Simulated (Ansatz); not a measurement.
## From the elastic tensor of Ag at 3 GPa (stress–strain coefficients) to moduli and sound speeds

Theory: DFT PBEsol, scalar-relativistic, plane waves, PAW in Ansatz. Cutoff 420 eV, 18×18×10 k-points (Γ-centred), Fermi-Dirac smearing of 0.15 eV. No spin polarisation.

The structure is hexagonal, space group P6_3/mmc (No. 194). Conventional cell: a = 2.842 Å, b = 2.842 Å, c = 4.662 Å, α = 90.00°, β = 90.00°, γ = 120.00°. Around Ag (site symmetry -6m2) lie 12 Ag at 2.84 to 2.85 Å.

In a metal, frequencies and elastic constants depend on the k mesh and the smearing, soft modes and shear constants most.

Relaxed-ion constants (GPa, on the Cartesian axes of the calculation):
C11 = 191.6, C12 = 121.4, C13 = 91.6, C22 = 191.6, C23 = 91.6, C33 = 218.3, C44 = 30.9, C55 = 30.9, C66 = 35.1 GPa; the others vanish.

Density 10.988 g/cm³; 2 atoms in 32.60 Å³.

The values that follow are for a polycrystal of randomly turned grains, by Hill's mean where one number stands.

With S = C⁻¹: B_V = (C11+C22+C33+2(C12+C13+C23))/9, G_V = (C11+C22+C33−C12−C13−C23+3(C44+C55+C66))/15, 1/B_R = S11+S22+S33+2(S12+S13+S23), 15/G_R = 4(S11+S22+S33−S12−S13−S23)+3(S44+S55+S66); Hill is their mean. Then v_l = √((B+4G/3)/ρ), v_t = √(G/ρ), v_m = [(2/v_t³+1/v_l³)/3]^(−1/3) and Θ = (ħ/k_B)·v_m·(6π²n/V)^(1/3) for n atoms in the volume V; E = 9BG/(3B+G), ν = (3B−2G)/(2(3B+G)) and A^U = 5G_V/G_R + B_V/B_R − 6.

```json
{"Bulk modulus, Voigt / Reuss / Hill": "134.5 / 134.5 / 134.5 GPa", "Shear modulus, Voigt / Reuss / Hill": "39.2 / 36.4 / 37.8 GPa", "Young's modulus": "104 GPa", "Poisson ratio": "0.372", "Pugh ratio B/G": "3.56", "Universal anisotropy index": "0.38", "Longitudinal and transverse sound speeds": "4102 and 1855 m/s", "Debye temperature from the mean sound speed": "246 K"}
```

This form isn't the element's structure at ambient conditions.

Cost: 1 run of about 5.9 core-minutes, on Intel Xeon 6975P-C (Granite Rapids) (shared hosts).

Hexagonal close-packed Ag resists compression far more strongly than shear, as the B/G ratio of 3.56 shows. The filled 4d shells repel one another and the delocalised s–p electrons oppose a change in volume, while weakly directional metallic bonding offers little resistance to a change of shape at constant volume. The large excess of C13 over C44 and of C12 over C66 fits this picture, since purely central pair forces would make each pair nearly equal at this modest pressure.

The coincident Voigt and Reuss bulk moduli reflect almost equal linear compressibilities along a and c, as expected for nearly ideal close packing. The remaining anisotropy therefore lies in the response to shape-changing strains. The constants satisfy the elastic stability conditions for homogeneous strain, but this establishes neither stability against finite-wavelength phonons nor a lower enthalpy than the cubic close-packed form. The high B/G ratio suggests ductility, though actual plasticity would depend on dislocation motion and the available slip systems.
